# Large-momentum tail of the momentum distribution of the electron liquid

## Statement

**Conventions.** $N=N_\uparrow+N_\downarrow$ nonrelativistic electrons move in a periodic box of volume $V$ in $d=3$ or $d=2$ dimensions on a uniform neutralising background. They repel through $e^2/r$ (Gaussian units), whose transform is $v(k)=4\pi e^2/k^2$ in 3D and $2\pi e^2/k$ in 2D. The Bohr radius is $a_0=\hbar^2/me^2$ and $n_\sigma=N_\sigma/V$, $n=n_\uparrow+n_\downarrow$. The occupation $n_\sigma(k)=\langle a^\dagger_{\mathbf k\sigma}a_{\mathbf k\sigma}\rangle$ is counted per spin, so $\sum_{\mathbf k}n_\sigma(k)=N_\sigma$. Pair functions are normalised to $g_{\sigma\sigma'}(r\to\infty)=1$, and $g=\sum_{\sigma\sigma'}n_\sigma n_{\sigma'}g_{\sigma\sigma'}/n^2$. Since $g_{\sigma\sigma}(0)=0$, the unpolarised gas has $g(0)=g_{\uparrow\downarrow}(0)/2$.

**Result (Kimball 1975; Yasuhara and Kawazoe 1976).** For $k\to\infty$,

$$n_\uparrow(k),\;n_\downarrow(k)\;\to\; n_\uparrow n_\downarrow\,g_{\uparrow\downarrow}(0)\left[\frac{m\,v(k)}{\hbar^2k^2}\right]^2. \tag{1}$$

The tail is the same for both spins at any partial polarisation. For the unpolarised gas, with $n(k)\equiv n_\uparrow(k)=n_\downarrow(k)$,

$$\text{3D:}\quad n(k)\to\frac{8}{9\pi^2}(\alpha r_s)^2g(0)\Big(\frac{k_F}{k}\Big)^8,\qquad \alpha=\Big(\frac{4}{9\pi}\Big)^{1/3}, \tag{2}$$

$$\text{2D:}\quad n(k)\to\frac{r_s^2}{4}\,g(0)\Big(\frac{k_F}{k}\Big)^6. \tag{3}$$

For full polarisation (1) vanishes. With $g_{\uparrow\uparrow}(r)\to g_2r^2$ at small $r$, the tail is

$$n_\uparrow(k)\to n_\uparrow^2\,g_2\left[\frac{m\,v'(k)}{\hbar^2k^2}\right]^2, \tag{4}$$

which falls as $k^{-10}$ in 3D and as $k^{-8}$ in 2D.

## Premises

- (P1) The state is an eigenstate of the Hamiltonian above, homogeneous and isotropic in the bulk limit.
- (P2) The wavefunction $\Psi$ is smooth except where electrons coincide. Near a point where only the pair $(1,j)$ coincides it has the form $\Psi=A+rB$, where $r=|\mathbf r_1-\mathbf r_j|$ and $A$, $B$ are smooth in all coordinates.

No perturbation theory and no quasiparticle picture enter the proof of (1) to (4).

## Proof

**Step 1: $n_\sigma(k)$ from the wavefunction.** Assign spin up to electrons $1,\dots,N_\uparrow$ and spin down to the rest. The normalised spatial function $\Psi$ is antisymmetric within each group. The operator $a^\dagger_{\mathbf k\uparrow}a_{\mathbf k\uparrow}$ is the sum over the up electrons of the projector on $e^{i\mathbf k\cdot\mathbf r}/\sqrt V$, and all terms of the sum are equal:

$$n_\uparrow(k)=\frac{N_\uparrow}{V}\int d\mathbf r_2\cdots d\mathbf r_N\,|\Phi_{\mathbf k}|^2,\qquad \Phi_{\mathbf k}=\int d\mathbf r_1\,e^{-i\mathbf k\cdot\mathbf r_1}\Psi. \tag{5}$$

The transform of a smooth periodic function falls faster than any power of $k$. Power-law terms in $\Phi_{\mathbf k}$ therefore come only from the points $\mathbf r_1=\mathbf r_j$.

**Step 2: the cusp.** Use $\mathbf r=\mathbf r_1-\mathbf r_j$ and $\mathbf R=(\mathbf r_1+\mathbf r_j)/2$. The kinetic energy of the pair is $-(\hbar^2/m)\nabla_{\mathbf r}^2-(\hbar^2/4m)\nabla_{\mathbf R}^2$, the reduced mass being $m/2$. The Schrödinger equation reads

$$-\frac{\hbar^2}{m}\nabla_{\mathbf r}^2\Psi+\frac{e^2}{r}\Psi=W\Psi ,$$

where $W$ collects the energy, $\nabla^2_{\mathbf R}$, the other kinetic terms and all potentials that are smooth at $r=0$. By (P2), $W\Psi$ is a smooth function plus $r$ times a smooth function. Terms of the types $1/r$ and $\mathbf r/r$ must thus cancel on the left.

*Opposite spins.* $\Psi_j\equiv A(\mathbf r=0)$ need not vanish. The $1/r$ terms are $e^2\Psi_j/r$ and $-(\hbar^2/m)B(0)\nabla^2r$ with $\nabla^2r=(d-1)/r$. Hence

$$\Psi=\Psi_j\Big[1+\frac{r}{(d-1)a_0}\Big]+\dots, \tag{6}$$

that is $1+r/2a_0$ in 3D, the condition of Kato (1957), and $1+r/a_0$ in 2D. The dots stand for smooth terms and for terms $r\times O(\mathbf r)$.

*Parallel spins.* Antisymmetry makes $A$ and $B$ odd in $\mathbf r$ at fixed $\mathbf R$, so $A\simeq\mathbf w_j\cdot\mathbf r$ and $B\simeq\mathbf b\cdot\mathbf r$. With $\nabla^2(r\,\mathbf b\cdot\mathbf r)=(d-1)\,\mathbf b\cdot\mathbf r/r+2\,\mathbf b\cdot\mathbf r/r=(d+1)\,\mathbf b\cdot\mathbf r/r$, cancellation of $e^2\mathbf w_j\cdot\mathbf r/r$ gives

$$\Psi=\mathbf w_j\cdot\mathbf r\Big[1+\frac{r}{(d+1)a_0}\Big]+\dots \tag{7}$$

**Step 3: Fourier transform of the cusp.** Let $\mathcal F[f]=\int d\mathbf r\,e^{-i\mathbf k\cdot\mathbf r}f$ at $k\ne0$. Transforming $\nabla^2r=(d-1)/r$ gives $-k^2\mathcal F[r]=(d-1)v(k)/e^2$, which is $\mathcal F[r]=-8\pi/k^4$ in 3D and $-2\pi/k^3$ in 2D. A smooth cut-off that confines $r$ to the neighbourhood of the origin does not change this leading power. The non-smooth term of (6) then has the transform

$$\frac{\mathcal F[r]}{(d-1)a_0}=-\frac{m\,v(k)}{\hbar^2k^2}\equiv-\phi(k). \tag{8}$$

A factor $\mathbf r$ becomes $i\nabla_{\mathbf k}$. Because $\mathcal F[r]\propto k^{-(d+1)}$, one has $\mathcal F[r\,\mathbf w\cdot\mathbf r]=i(d+1)(d-1)\,(\mathbf w\cdot\hat{\mathbf k})\,v/(e^2k^3)$. Because $v\propto k^{-(d-1)}$, one has $(d-1)v/k=|v'|$. The non-smooth term of (7) has the transform

$$i\,(\mathbf w_j\cdot\hat{\mathbf k})\,\frac{m|v'(k)|}{\hbar^2k^2}, \tag{9}$$

one power of $k$ below (8). Shifting the origin to $\mathbf r_j$ supplies a phase, and at leading order

$$\Phi_{\mathbf k}\to-\phi(k)\sum_{j\in\downarrow}e^{-i\mathbf k\cdot\mathbf r_j}\,\Psi_j,\qquad \Psi_j=\Psi\big|_{\mathbf r_1=\mathbf r_j}. \tag{10}$$

**Step 4: squaring.** Insert (10) in (5). A cross term $j\ne l$ is $\phi^2$ times the integral of $e^{-i\mathbf k\cdot(\mathbf r_j-\mathbf r_l)}\Psi_j\Psi_l^*$. This is the Fourier coefficient of an integrable function of $\mathbf r_j-\mathbf r_l$ and tends to zero by the Riemann–Lebesgue lemma. The same holds for the interference of an amplitude (8) with an amplitude (9), which belong to different partners. The $N_\downarrow$ diagonal terms are equal and carry no phase. The pair function is defined by

$$n_\uparrow n_\downarrow\,g_{\uparrow\downarrow}(|\mathbf r_1-\mathbf r_j|)=N_\uparrow N_\downarrow\int{}'|\Psi|^2,$$

the prime meaning integration over all coordinates except $\mathbf r_1$ and $\mathbf r_j$. At $\mathbf r_1=\mathbf r_j$ the left side does not depend on $\mathbf r_j$, so the last integration gives $V$ and cancels $1/V$ in (5). This proves (1) for $n_\uparrow$; exchanging the spin labels leaves the expression unchanged.

For parallel spins there are $N_\uparrow-1$ partners, and the diagonal terms contain $N_\uparrow(N_\uparrow-1)\int'|\mathbf w_j\cdot\hat{\mathbf k}|^2$. By (7), $n_\uparrow^2g_{\uparrow\uparrow}(r)\to r^2N_\uparrow(N_\uparrow-1)\int'|\mathbf w_j\cdot\hat{\mathbf r}|^2$. Isotropy makes the integral independent of the direction, so it equals $n_\uparrow^2g_2$, and (4) follows.

**Step 5: the remainder.** A term of degree $p$ in the expansion of $B$ about $\mathbf r_j$ has a transform of order $k^{-(d+1+p)}$. The product of the $p=0$ and $p=1$ terms is odd in $\mathbf k$ and vanishes in an isotropic state. Corrections to (1) therefore start at relative order $k^{-2}$, and the available scales make them $(k_F/k)^2$, $k_F/(k^2a_0)$ and $1/(ka_0)^2$. Configurations with a third electron within $1/k$ of the pair lie outside (P2). Their weight is estimated as $(k_F/k)^{d+2}$: a volume factor, and a Pauli factor since two of any three electrons have equal spin.

**Step 6: reduced units.** In 3D, $n=3/(4\pi r_s^3a_0^3)=k_F^3/3\pi^2$ gives $k_Fa_0=1/\alpha r_s$, and $\phi=4\pi/(a_0k^4)$. Then

$$\Big(\frac{k_F^3}{6\pi^2}\Big)^2\frac{16\pi^2}{a_0^2k^8}\,g_{\uparrow\downarrow}(0)=\frac{4}{9\pi^2}\,\frac{g_{\uparrow\downarrow}(0)}{(k_Fa_0)^2}\Big(\frac{k_F}{k}\Big)^8,$$

which is (2) after $g_{\uparrow\downarrow}(0)=2g(0)$. In 2D, $n=1/(\pi r_s^2a_0^2)=k_F^2/2\pi$ gives $k_Fa_0=\sqrt2/r_s$, and $\phi=2\pi/(a_0k^3)$. Then $(k_F^2/4\pi)^2\,4\pi^2/(a_0^2k^6)=(r_s^2/8)(k_F/k)^6$, which is (3). For the polarised 3D gas $n_\uparrow=k_{F\uparrow}^3/6\pi^2$ and $m|v'|/\hbar^2k^2=8\pi/(a_0k^5)$, so (4) becomes

$$n_\uparrow(k)\to\frac{16}{9\pi^2}\,\frac{g_2}{k_{F\uparrow}^2}\,\frac{1}{(k_{F\uparrow}a_0)^2}\Big(\frac{k_{F\uparrow}}{k}\Big)^{10}. \tag{11}$$

In 2D the same bracket is $2\pi/(a_0k^4)$, whence $k^{-8}$.

## High-density limit in 3D

As $r_s\to0$ the pair functions tend to those of the free gas: $g_{\uparrow\downarrow}=1$, so $g(0)=1/2$, and $g_{\uparrow\uparrow}=1-[3j_1(y)/y]^2\to y^2/5$ with $y=k_{F\uparrow}r$, so $g_2=k_{F\uparrow}^2/5$. With $x=k/k_F$, (2) gives

$$n(k)\to C\,x^{-8},\qquad C=\frac{4}{9\pi^2}(\alpha r_s)^2, \tag{12}$$

and the prefactor in (11) becomes $16/45\pi^2$. Perturbation theory reproduces these limits by another route and yields the size of the corrections. Hartree atomic units are used.

**Finite $k$.** For $k>k_F$, $a_{\mathbf k\uparrow}$ annihilates the Fermi sea, so at order $e^4$ the occupation is the weight of first-order states that contain $\mathbf k\uparrow$. Momentum conservation excludes single excitations. A pair $\mathbf p_1,\mathbf p_2$ scatters to $\mathbf k$ and $\mathbf p_1+\mathbf p_2-\mathbf k$ at the energy cost

$$\Delta=\tfrac12\big[k^2+(\mathbf p_1+\mathbf p_2-\mathbf k)^2-p_1^2-p_2^2\big]=\mathbf q_1\cdot\mathbf q_2,\qquad \mathbf q_i=\mathbf k-\mathbf p_i .$$

For $k>3k_F$ the second final state is always empty. The amplitude is $-v(q_1)/V\Delta$ for a down partner and $-[v(q_1)-v(q_2)]/V\Delta$ for an up partner, where unordered pairs bring a factor $1/2$. With angle brackets for the average of $\mathbf p_1$ and $\mathbf p_2$ over the Fermi sphere,

$$n^{(2)}(k)=16\pi^2n_\uparrow^2\left\langle\frac{q_1^{-4}+\frac12\big(q_1^{-2}-q_2^{-2}\big)^2}{(\mathbf q_1\cdot\mathbf q_2)^2}\right\rangle. \tag{13}$$

The mean of a smooth function over a ball of radius $k_F$ is $(1+k_F^2\nabla^2/10+k_F^4\nabla^4/280+\dots)f$ at the centre. Apply this in $\mathbf q_1$ and $\mathbf q_2$ at $\mathbf q_1=\mathbf q_2=\mathbf k$, using $\nabla^2(r^az^b)=a(a+1+2b)r^{a-2}z^b+b(b-1)r^az^{b-2}$, with $z$ along the other vector. The bracket equals $2T_1-T_2$, where $T_1=\langle q_1^{-4}\Delta^{-2}\rangle$ is the opposite-spin part and $T_2=\langle q_1^{-2}q_2^{-2}\Delta^{-2}\rangle$. In units of $k$, the Laplacians of the first function are $34$ and $6$, and those of the second are $16$ and $16$. Carrying the rule once more,

$$k^8T_1=1+\frac{4}{x^2}+\frac{252}{25\,x^4}+\dots,\qquad k^8T_2=1+\frac{16}{5\,x^2}+\frac{48}{7\,x^4}+\dots$$

The parallel-spin part $T_1-T_2$ starts at $4/(5x^2)$, and $(4/5)(4/9\pi^2)=16/45\pi^2$ as in (11). In total,

$$n^{(2)}(k)=C\,x^{-8}\Big[1+\frac{24}{5\,x^2}+\frac{2328}{175\,x^4}+O(x^{-6})\Big]. \tag{14}$$

**Finite $r_s$.** The operator for $n_\uparrow n_\downarrow g_{\uparrow\downarrow}(0)$ is a contact operator between opposite spins. Its first-order change is twice its matrix element between the Fermi sea and the first-order state:

$$\delta g_{\uparrow\downarrow}(0)=-2\left\langle\int\frac{d^3q}{(2\pi)^3}\,\frac{4\pi}{q^2}\,\frac{\theta(|\mathbf p_1+\mathbf q|-k_F)\,\theta(|\mathbf p_2-\mathbf q|-k_F)}{q^2+\mathbf q\cdot(\mathbf p_1-\mathbf p_2)}\right\rangle .$$

Measure momenta in $k_F$ and set $u_1=q/2+\hat{\mathbf q}\cdot\mathbf p_1$, $u_2=q/2-\hat{\mathbf q}\cdot\mathbf p_2$, so that the denominator is $q(u_1+u_2)$. The allowed slice of the sphere at given $u>0$ has area $\pi a_q(u)$, with $a_q=2qu$ for $u<1-q/2$, $a_q=1-(u-q/2)^2$ for $|1-q/2|<u<1+q/2$, and zero elsewhere. The factors $2$, $(3\pi/4\pi)^2$ from the two averages, $2/\pi$ from the $q$ measure and $1/k_F=\alpha r_s$ combine to

$$\delta g_{\uparrow\downarrow}(0)=-\frac{9}{4\pi}\,\alpha r_s\,K,\qquad K=\int_0^\infty\frac{dq}{q}\iint du_1du_2\,\frac{a_q(u_1)\,a_q(u_2)}{u_1+u_2}.$$

Quadrature gives $K=1.9606$, the value of $\frac{8}{45}(\pi^2+6\ln2-3)$. With $\alpha=0.5211$,

$$g(0)=\tfrac12\,(1-0.7317\,r_s+\dots). \tag{15}$$

## Range of validity

- Equations (1) to (4) hold at any $r_s$ of the fluid, with the exact $g_{\uparrow\downarrow}(0)$ or $g_2$, for $k\gg k_F$ and $k\gg1/a_0$. The first condition is the stronger one when $\alpha r_s<1$ in 3D.
- The approach is slow. By (14) the relative correction at high density is $24/(5x^2)$ and is positive.
- The value $g(0)=1/2$ requires $0.7317\,r_s\ll1$ and overestimates the coefficient at small finite $r_s$.
- Near full polarisation $n_\uparrow n_\downarrow$ is small, and the $k^{-10}$ term of the majority spin dominates up to a crossover that moves outward as $n_\downarrow\to0$.
- The proof applies to each eigenstate, so a thermal ensemble obeys (1) with its own $g_{\uparrow\downarrow}(0)$ once $\hbar^2k^2/2m\gg k_BT$ also holds.
- The interaction must be $e^2/r$ and the dispersion parabolic on the scale $1/k$. A 2D layer of thickness $w$ follows (3) only for $kw\ll1$. In a crystal the electron–nucleus cusps and the band structure add their own high-momentum components.
- For electrons in vacuum $\hbar k\ll mc$ is needed. With $mca_0/\hbar=137.0$ this reads $x\ll137.0\,\alpha r_s=71.4\,r_s$, so the window between $k_F$ and $mc/\hbar$ closes as $r_s\to0$. The neglected relativistic terms are of relative order $(\hbar k/mc)^2$.

## Numerical illustration

Take the unpolarised 3D model at the illustrative density $r_s=0.2$ with $g(0)=1/2$. Then $\alpha r_s=0.1042$, $k_F=9.60\,a_0^{-1}$, $E_F=46.0$ hartree, and (12) gives $C=4.89\times10^{-4}$.

| $x=k/k_F$ | $C x^{-8}$ | bracket in (14) | $(\hbar k/mc)^2$ |
|---|---|---|---|
| 5 | $1.25\times10^{-9}$ | 1.21 | 0.12 |
| 7 | $8.48\times10^{-11}$ | 1.10 | 0.24 |
| 10 | $4.89\times10^{-12}$ | 1.05 | 0.49 |

The tail holds few electrons. The fraction beyond $x=5$ is $3\int_5^\infty Cx^{-6}dx=3C/(5\cdot5^5)=9.4\times10^{-8}$. The kinetic energy per electron carried there is $3E_F\int_5^\infty Cx^{-4}dx=CE_F/5^3=1.8\times10^{-4}$ hartree. Both numbers use the leading term only.

At $x=5$ the neglected terms compare as follows. The finite-$k$ bracket alone raises the occupation to $1.52\times10^{-9}$. The factor $1-0.7317\,r_s=0.854$ from (15) alone lowers it to $1.07\times10^{-9}$; its own higher orders are not computed here, and the square of the first-order shift, $0.02$, gives a rough scale for them. The parameter $1/(ka_0)^2=4.3\times10^{-4}$ is negligible. The two main corrections have opposite signs and similar size, but their product is not a controlled result, because the $x^{-10}$ coefficient has an $r_s$ dependence of its own. The nonrelativistic model's occupation at $k=5k_F$ is therefore $1.3\times10^{-9}$ per spin, good to about one part in five. For electrons in vacuum the last column shows that relativistic terms grow with $x$ while the finite-$k$ correction shrinks, and $\hbar k$ reaches $mc$ at $x=14.3$.